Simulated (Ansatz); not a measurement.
# CoBi: pressure against volume scale

All results are calculated (Ansatz 0.2.0). Periodic Kohn-Sham DFT of a crystal at fixed atoms, scaled to volume_scale times the given cell; pressure positive in compression, energy less spherical unpolarised free atoms, largest_vzz the field gradient of largest size among the nuclei.

The cell before it is scaled or strained (space group Fm-3m, No. 225):
```
CELL_PARAMETERS angstrom
0.00000 2.70030 2.70030
2.70030 0.00000 2.70030
2.70030 2.70030 0.00000
ATOMIC_POSITIONS crystal
Co 0.00000 0.00000 0.00000
Bi 0.50000 0.50000 0.50000
```

Settings of every row: method frozen-core PAW; functional PBE; relativity scalar; k mesh 13x13x13; filling fermi-dirac; smearing width 0.05 eV; wave cutoff 420 eV; paw set soft_2.

Atom:
| element | start moment (bohr magneton) |
| --- | --- |
| Co | 2 |
| Bi | 0 |

Limits: no spin-orbit coupling on heavy atoms; the cell comes from a prototype or a list of computed structures and needn't be the stable phase.

| row | volume scale | V (Å³/atom) | pressure (GPa) | cell moment (bohr magneton) |
| --- | --- | --- | --- | --- |
| 1 | 0.95 | 18.705 | 5.01 | 0.42 |
| 2 | 0.975 | 19.197 | 2.319 | 0.489 |
| 3 | 1 | 19.69 | ? | ? |
| 4 | 1.025 | 20.182 | -1.935 | 0.615 |
| 5 | 1.05 | 20.674 | -3.503 | 0.704 |

Question: what pressure should row 3 give?

Worked fit of pressure. Take u = (V_r/V)^(2/3) − 1 with V_r = 19.689 Å³ an atom, which is twice the finite (Eulerian) strain; such expansions in the strain, on which the Birch-Murnaghan equation of state is built, carry the rest volume and the bulk modulus. The shown rows have u = 0.03477, 0.01701, -0.01635, -0.03202. Least squares give pressure = 0.0088 + 126.28 × u + 510.6 × u² GPa; a straight line predicts inner rows, each left out in turn, worse (root mean square 0.33 against 0.038 GPa). The rows lie off it by -0.007, 0.014, -0.016, 0.008 (root mean square 0.012 GPa). The pressure vanishes at u = -0.0001, or V = 19.69 Å³ an atom, and there the bulk modulus at fixed shape and fractions is B = −V dP/dV = (2/3)(1 + u) dP/du = 84.1 GPa. The withheld row has u = -3e-05, so the fit gives 0.0088 + 126.28 × (-3e-05) + 510.6 × (-3e-05)² = 0.005 GPa.

The calculation gave 0.008 GPa. The fit lies 0.003 GPa (38 % of the value, 0.035 % of the column's range) below it; its largest miss of a shown row is 0.016 GPa.

The other values of row 3: cell moment 0.549 bohr magneton.
